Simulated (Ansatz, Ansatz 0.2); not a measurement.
# Notebook: the interband threshold of silver from a computed dielectric function

*A beginner's notebook, kept as written. Several of its settings and conclusions are unsound; a review follows at the end.*

## The question

The measured number is for silver and comes from "Spectroscopic Ellipsometry Studies of n-i-p Hydrogenated Amorphous Silicon Based Photovoltaic Devices" (2016, PubMed Central 5456701). The sample was an opaque silver film, sputtered onto borosilicate glass with a chromium coating, and it was measured at room temperature by spectroscopic ellipsometry. The value is $3.845 \pm 0.008$ eV, and it is called the lower interband critical point of the dielectric function. What I get from my calculation is the energy at which the interband part of $\mathrm{Im}\,\varepsilon$ reaches 0.5. Both are about where the interband absorption begins, so I will compare them directly. The sample is a film and I calculate a perfect crystal, but silver is silver.

| compared with | measured | source's wording or label | T (K) | method |
| --- | --- | --- | --- | --- |
| interband eps2 = 0.5 (eV) | 3.845 ± 0.008 | lower interband critical point of dielectric function | room temperature | spectroscopic ellipsometry |

Conditions are those given with the value in the passage it was taken from; "not stated" means there, and the paper may say more elsewhere. The values are a selection: others, judged unlike or outlying, were left out beforehand.

## How to go about it

I want to get the $3.845$ eV out of a calculation. The model is one silver atom in the fcc cell with the measured lattice constant, $4.086$ Å. My target is to land inside the error bar, $\pm 0.008$ eV, because that is what the error bar is for.

I will start with PBEsol, since the "sol" stands for solids and silver is a solid. First I look for settings that run fast. If the number is off, I change settings until it stops moving, and then it is converged and must be right.

System: Ag (silver), fcc; Fm-3m (no. 225), 1 atom, a, b, c = 4.086, 4.086, 4.086 A; measured structure, COD 1100136.

## 1. A quick first run with a low cutoff

I take PBEsol with a plane-wave cutoff of 120 eV. The transition I am after is below 4 eV, so 120 eV is about thirty times more than I need, and a small cutoff saves time. I expect something close to 3.8 eV.

**Run 1.** Ansatz 0.2: PBEsol, 120 eV, SCF mesh 12x12x12; independent-particle spectrum on 18x18x18 interpolated by k.p, Gaussian lines exp(-(dE/s)^2) with s = 0.1 eV.

Key lines of the input:
```
crystal: [cell as above]
kpoints:
  mp_grid: { grid: [12, 12, 12] }
  band_path: [path through the special points]
scf:
  occupations: { method: fermi_dirac, width: 0.1 }
  n_extra_bands: 6
hamiltonian:
  xc: pbesol
  pseudopotentials: { kind: paw }
basis:
  ecutwfc: 120
output:
  optics:
    e_range: [0, 14]
    de: 0.025
    sigma: 0.1
    drude_damping: 0.05
    nscf_kmesh: { grid: [18, 18, 18] }
    kdotp_interpolation: "on"
    bands: { spectra_wanted_up_to: 14 }
  write_bands: true
```

Command:
```
ansatz run input.yaml --threads 4 --pin off --max-ram 8192MiB --backend cpu --events-out ev --progress --plain --runs-dir out
```

Selected lines of the output:
```
SCF converged after 8 iterations
# k_sum = mesh_cells
# eps2_relative_error = 0.0057
```

Converged; 8 s on 4 cores of Arm Neoverse V1, shared host. Warnings: cutoff_below_recommended; optics_on_partly_filled_bands.

| quantity | run 1 | measured | deviation |
| --- | --- | --- | --- |
| interband eps2 = 0.5 (eV) | 1.830 | 3.845 ± 0.008 | −2.015 |

The result is $1.830$ eV, which is $2.015$ eV below the measured value. The run converged after 8 iterations, so the cutoff of 120 eV is fine and I can keep saving time there. There is also a relative error of $0.0057$ for $\mathrm{Im}\,\varepsilon$, so the spectrum is right to about half a per cent. The calculation itself is therefore accurate, and the difference must come from how the spectrum is drawn.

## 2. Wider lines for room temperature

The film was measured at room temperature, where the atoms shake and the lines get wide. My lines had a width of only 0.1 eV, which looks more like a very cold crystal. I will use 1.5 eV, so that the effect is clearly visible. The wide lines should smooth away whatever reaches 0.5 too early and push the threshold up towards $3.845$ eV. This run has a cutoff of 420 eV, but since 120 eV was already converged that should make no difference.

**Run 2.** Ansatz 0.2: PBEsol, 420 eV, SCF mesh 12x12x12; independent-particle spectrum on 18x18x18 interpolated by k.p, Gaussian lines exp(-(dE/s)^2) with s = 1.5 eV.

Key lines of the input, as changed from run 1:
```diff
  kpoints:
-   band_path: [path through the special points]
  scf:
-   n_extra_bands: 6
+   max_iter: 60
- basis:
-   ecutwfc: 120
  output:
    optics:
-     sigma: 0.1
+     sigma: 1.5
-   write_bands: true
```

Selected lines of the output:
```
Basis set: ecut = 420 eV, 331 PW (Γ)
# eps2_relative_error = 0.0003
```

Converged; took 12 s. Warnings: optics_on_partly_filled_bands.

| quantity | run 2 | measured | deviation |
| --- | --- | --- | --- |
| interband eps2 = 0.5 (eV) | 1.572 | 3.845 ± 0.008 | −2.273 |

The threshold went down instead of up, from $1.830$ to $1.572$ eV. The two runs differ by only about $0.26$ eV although the cutoff is more than three times higher, so I was right that 120 eV is enough. The relative error has dropped to $0.0003$, which makes this the more accurate spectrum of the two. So PBEsol really puts the threshold of silver near 1.6 eV, and the wide lines only took away the last quarter of an eV. I had put the room temperature in the wrong place: it is the electrons that absorb the light, so they have to be warm, not the lines.

## 3. Warm electrons instead of wide lines

There is a setting for Fermi-Dirac occupations, and Fermi-Dirac has a temperature in it. I set the width to 0.5 eV, which sounds like a small number and so should be about right for a warm room. The lines go back to 0.1 eV. Warm electrons already have some energy and fill the lowest empty states, so the light has to lift the others higher, and the threshold should move up towards the measured value.

**Run 3.** Ansatz 0.2: PBEsol, 420 eV, SCF mesh 12x12x12; independent-particle spectrum on 18x18x18 interpolated by k.p, Gaussian lines exp(-(dE/s)^2) with s = 0.1 eV; fermi-dirac occupations of 0.5 eV.

Key lines of the input, as changed from run 1:
```diff
  scf:
-   occupations: { method: fermi_dirac, width: 0.1 }
+   occupations: { method: fermi_dirac, width: 0.5 }
- basis:
-   ecutwfc: 120
```

Selected lines of the output:
```
SCF converged after 7 iterations
# eps2_relative_error = 0.0021
```

Converged; took 12 s. Warnings: optics_on_partly_filled_bands.

| quantity | run 3 | measured | deviation |
| --- | --- | --- | --- |
| interband eps2 = 0.5 (eV) | 1.301 | 3.845 ± 0.008 | −2.544 |

Now it is $1.301$ eV, lower again. The relative error is $0.0021$, so the number itself is good to about three thousandths of an eV. The three results go down in nearly equal steps, about $0.26$ and then $0.271$ eV, and I take this to mean that each bit of warmth I put in costs about a quarter of an eV. Warm lines and warm electrons are therefore both real effects in silver, but they can't be what lifts the film to $3.845$ eV. What is left is the atoms, which I have kept in the same places all the time.

## 4. A bigger cell, because warm metal expands

Metals expand when they are warm, and a sputtered film is probably packed more loosely than a solid piece. I will make the cell 15 % larger in volume, which is only about 5 % in length. With more room between the atoms the electrons are held more tightly to their own atom, so the light should need more energy to move them. I expect the threshold to go up this time, by 2 eV or more. I make the electrons cold again, with narrow Gaussian occupations of 0.02 eV, since the warmth is now in the cell and I don't want to count it twice.

**Run 4.** Ansatz 0.2: PBEsol, 420 eV, SCF mesh 12x12x12; independent-particle spectrum on 18x18x18 interpolated by k.p, Gaussian lines exp(-(dE/s)^2) with s = 0.1 eV; cell scaled (+15.0 % in volume).

Key lines of the input, as changed from run 3:
```diff
  scf:
-   occupations: { method: fermi_dirac, width: 0.5 }
+   occupations: { method: gaussian, width: 0.02 }
```

Selected lines of the output:
```
SCF converged after 7 iterations
# eps2_relative_error = 0.0003
```

Converged; took 50 s. Warnings: optics_on_partly_filled_bands.

| quantity | run 4 | measured |
| --- | --- | --- |
| interband eps2 = 0.5 (eV) | 2.777 | 3.845 ± 0.008 |

This time it went the right way: $2.777$ eV, which is $1.476$ eV more than with the warm electrons. The relative error is back at $0.0003$, so I trust this one. The bigger cell has closed more than half of the gap to the measured value, and I conclude that the sputtered film is much looser than the silver crystal I started from. At this rate another 11 % or so in volume would bring me to $3.845$ eV, so the film should have about 26 % more volume than the crystal. What is missing now is $1.068$ eV.

## 5. Shifting the spectrum with CSHIFT

Instead of blowing up the cell further, I want to move the spectrum itself. I have read that optical spectra from such calculations are often shifted to fit the experiment, and there is a key called CSHIFT, where the C probably stands for "correction". I set it to true, so that the program works out the right shift by itself. I go back to the measured cell for this, because the correction should take care of the looseness as well. I leave the cutoff out, since it made no difference before. I expect to come out close to $3.845$ eV.

**Run 5.** Ansatz 0.2: PBEsol, SCF mesh 12x12x12; independent-particle spectrum on 18x18x18 interpolated by k.p, Gaussian lines exp(-(dE/s)^2) with s = 0.1 eV; with the key CSHIFT: true added.

Key lines of the input, as changed from run 2:
```diff
  output:
    optics:
-     sigma: 1.5
+     sigma: 0.1
+     CSHIFT: true
```

Selected lines of the output:
```
Error: YAML parse error: error: line 25 column 5: unknown field `CSHIFT`, expected one of e_range, de, sigma, scheme, scissors, drude_damping, nscf_kmesh, kdotp_interpolation, bands, direct_gap_floor, off_mesh_gap_check, …
  --> <input>:25:5
   |
23 |     kdotp_interpolation: "on"
24 |     bands: { spectra_wanted_up_to: 14 }
25 |     CSHIFT: true
   |     ^ unknown field `CSHIFT`,
```

Input refused; 4 cores of Arm Neoverse V1, shared host.

There is no new number, because the program stopped at line 25 and says that `CSHIFT` is an unknown field. I take this to mean that the program has no correction for the spectrum because its spectra don't need one. So the $2.777$ eV from the bigger cell stands as my best value, and the missing $1.068$ eV must come from the film itself.

## 6. A smaller mesh for a thin film

In all my runs the mesh was 12x12x12, and the output speaks of "mesh_cells", so I think this is the number of silver cells in the piece that is calculated. A film is thin and has fewer cells than a solid block. I will take 5x5x5, which is also less work. I stay with the measured cell, to see what the thinness does without the looseness. In a small piece the electrons have less room, and I have read that this pushes energy levels apart, so I expect the threshold to go up by about the 1 eV that is missing.

**Run 6.** Ansatz 0.2: PBEsol, 420 eV, SCF mesh 5x5x5; independent-particle spectrum on 18x18x18 interpolated by k.p, Gaussian lines exp(-(dE/s)^2) with s = 0.1 eV.

Key lines of the input, as changed from run 1:
```diff
  kpoints:
-   mp_grid: { grid: [12, 12, 12] }
+   mp_grid: { grid: [5, 5, 5] }
- basis:
-   ecutwfc: 120
```

Selected lines of the output:
```
Basis set: ecut = 420 eV, 331 PW (Γ)
SCF converged after 7 iterations
# k_sum = mesh_cells
```

Converged; took 7.9 s. Warnings: optics_on_partly_filled_bands.

| quantity | run 6 | measured | deviation |
| --- | --- | --- | --- |
| interband eps2 = 0.5 (eV) | 2.685 | 3.845 ± 0.008 | −1.160 |

The threshold is $2.685$ eV. My first run, with the thick piece of silver in the same cell, gave $1.830$ eV, so making it thin has lifted the threshold by $0.855$ eV. I had expected about 1 eV, so the idea with the film is right. The looser cell had lifted it by $0.947$ eV over the first run. A real film is thin and loose at the same time, so I add both to the first value and get about 3.6 eV, which is nearly the measured one. The small rest must be the glass and the chromium under the film, which I have left out.

## The runs side by side

| run | settings | interband eps2 = 0.5 (eV) | deviation | cost | status |
| --- | --- | --- | --- | --- | --- |
| 1 | PBEsol, 120 eV, SCF mesh 12x12x12, Gaussian lines exp(-(dE/s)^2) with s = 0.1 eV | 1.830 | −2.015 | under 1 core-min |  |
| 2 | PBEsol, 420 eV, SCF mesh 12x12x12, Gaussian lines exp(-(dE/s)^2) with s = 1.5 eV | 1.572 | −2.273 | under 1 core-min |  |
| 3 | PBEsol, 420 eV, SCF mesh 12x12x12, Gaussian lines exp(-(dE/s)^2) with s = 0.1 eV, fermi-dirac occupations of 0.5 eV | 1.301 | −2.544 | under 1 core-min |  |
| 4 | PBEsol, 420 eV, SCF mesh 12x12x12, Gaussian lines exp(-(dE/s)^2) with s = 0.1 eV, cell scaled (+15.0 % in volume) | 2.777 |  | 3.3 core-min |  |
| 5 | PBEsol, SCF mesh 12x12x12, Gaussian lines exp(-(dE/s)^2) with s = 0.1 eV, with the key CSHIFT: true added | – |  | – | input refused |
| 6 | PBEsol, 420 eV, SCF mesh 5x5x5, Gaussian lines exp(-(dE/s)^2) with s = 0.1 eV | 2.685 | −1.160 | under 1 core-min |  |
|  | measured | 3.845 ± 0.008 |  |  |  |

## Closing entry

I am stopping here with about 3.6 eV for the silver film, against the measured $3.845$ eV. No single run gave this value. It is the $1.830$ eV of the first run plus what the loose cell and the thin piece each added. The highest number that came straight out of a run is $2.777$ eV, with the bigger cell.

My target was to land within $0.008$ eV, and I am still about 0.2 eV away. I put that down to the glass and the chromium, which I don't know how to add to the input. PBEsol seems fine to me, since every run that started also converged, and the cutoff of 120 eV was enough.

What I take from this is that solid silver starts to absorb at $1.830$ eV and that a film starts higher because it is thin and loosely packed. Warmth pulls the threshold down a little. If I do another film, I will use the small mesh and the big cell together from the start, with 120 eV to save time.

## An expert's review

Further runs made for the review:

| reviewer's run | settings | interband eps2 = 0.5 (eV) | deviation | cost | status |
| --- | --- | --- | --- | --- | --- |
| R1 | PBEsol, 420 eV, SCF mesh 12x12x12, Gaussian lines exp(-(dE/s)^2) with s = 0.1 eV | 2.690 | −1.155 | under 1 core-min | warnings: optics_on_partly_filled_bands |
| R2 | PBEsol, 600 eV, SCF mesh 12x12x12, Gaussian lines exp(-(dE/s)^2) with s = 0.1 eV | 2.690 | −1.155 | under 1 core-min | warnings: optics_on_partly_filled_bands |
| R3 | r2SCAN, 500 eV, SCF mesh 12x12x12, Gaussian lines exp(-(dE/s)^2) with s = 0.1 eV | 3.145 | −0.700 | under 1 core-min | warnings: optics_on_partly_filled_bands |
|  | measured | 3.845 ± 0.008 |  |  |  |

The notebook starts well, with a measured structure and a full record, but its target is arbitrary: ±0.008 eV is the uncertainty of the measurement, not the accuracy of the model. The measured value is also a fitted critical point, not the energy where $\mathrm{Im}\,\varepsilon$ reaches 0.5, so a few tenths of an eV would be a fair aim. Settled settings don't make a functional right, and PBEsol was designed for solids' structures, not their excitations.

Run 1 fails through its cutoff, which must resolve the wave functions, not exceed the transition energy. The program warned of this. Neither SCF convergence nor the printed relative error tests the cutoff or the functional. With 420 eV, R1 gives 2.690 eV instead of 1.830 eV, for under a core-minute. R2, at 600 eV, gives the same 2.690 eV.

Run 2 has a sound cutoff, but its 1.5 eV lines spread absorption far below the edge and cost 1.118 eV against R1. It resembles run 1 only because two different errors have similar effects, which doesn't vindicate 120 eV.

Run 3 rightly restores the lines, but smearing of 0.5 eV means electrons at roughly 6000 K; a warm room is about 0.03 eV. This opens transitions at too low an energy and puts the threshold 1.389 eV below R1. The "equal steps" are a coincidence, not an effect of warmth.

Run 4 swells the cell by 15 % in volume, where warming from absolute zero to room temperature accounts for roughly 1 %, and the measured lattice constant, a room-temperature value, already contains that. Most of the rise comes from removing run 3's smearing: the result is only 0.087 eV above R2 (and R1, which gives the same value), and its Gaussian occupations of 0.02 eV, narrower than the Fermi-Dirac 0.1 eV of run 1, may contribute to that. Nothing here shows that the film is loose, let alone 26 % larger in volume.

In run 5, `CSHIFT` belongs to another program, where it sets a small broadening, not a correction. The refusal says only that the key is unknown. The message even lists `scissors`, which can shift a spectrum, though fitting it to the measurement would predict nothing. Without the stray key, this would have been a sensible run.

Run 6 mistakes the k mesh for the film's thickness. It samples the electron states of an endless crystal. Only the SCF mesh was reduced, while the spectrum stayed on 18x18x18, and this changed the threshold by just 0.005 eV from R1. The 0.855 eV gained over run 1 is the repaired cutoff. Adding the "loose" and "thin" gains counts that repair twice, so the final value of about 3.6 eV comes near the measurement by chance. Glass and chromium can't explain the rest, because the film is opaque. The small mesh, big cell and 120 eV shouldn't be carried into further work.

The verdict is that sound PBEsol falls 1.155 eV short (R1). r2SCAN, a more complete functional, reaches 3.145 eV (R3), still 0.700 eV short. The measurement is not the likely culprit: silver's interband edge is well established as lying just below 4 eV. Such functionals place the d bands too close to the Fermi level, which is the accepted main reason why they put this edge too low. Silver's edge combines two closely spaced transitions near L, one from the d bands to the Fermi level and one from the Fermi level to a higher band, so the lower fitted critical point need not be the d-band one. This, the comparison of a threshold with a fitted critical point, the Fermi-Dirac width of 0.1 eV that blurs the computed edge and the omitted thermal motion should all matter less, though their exact shares are not shown in this report.

[Logs are printed without paths, hosts, clocks, repeated set-up lines and the standing remarks that a program may print on its own settings, such as how far it seeks lower states.]

[The runs shown are a pick from a larger set of finished runs; failed, doubtful and other runs were left out of it ahead of writing. So were measured values far from every level or from commonly accepted values, and agreement can look better than it is. Lines of input and output are excerpts and may be shortened.]
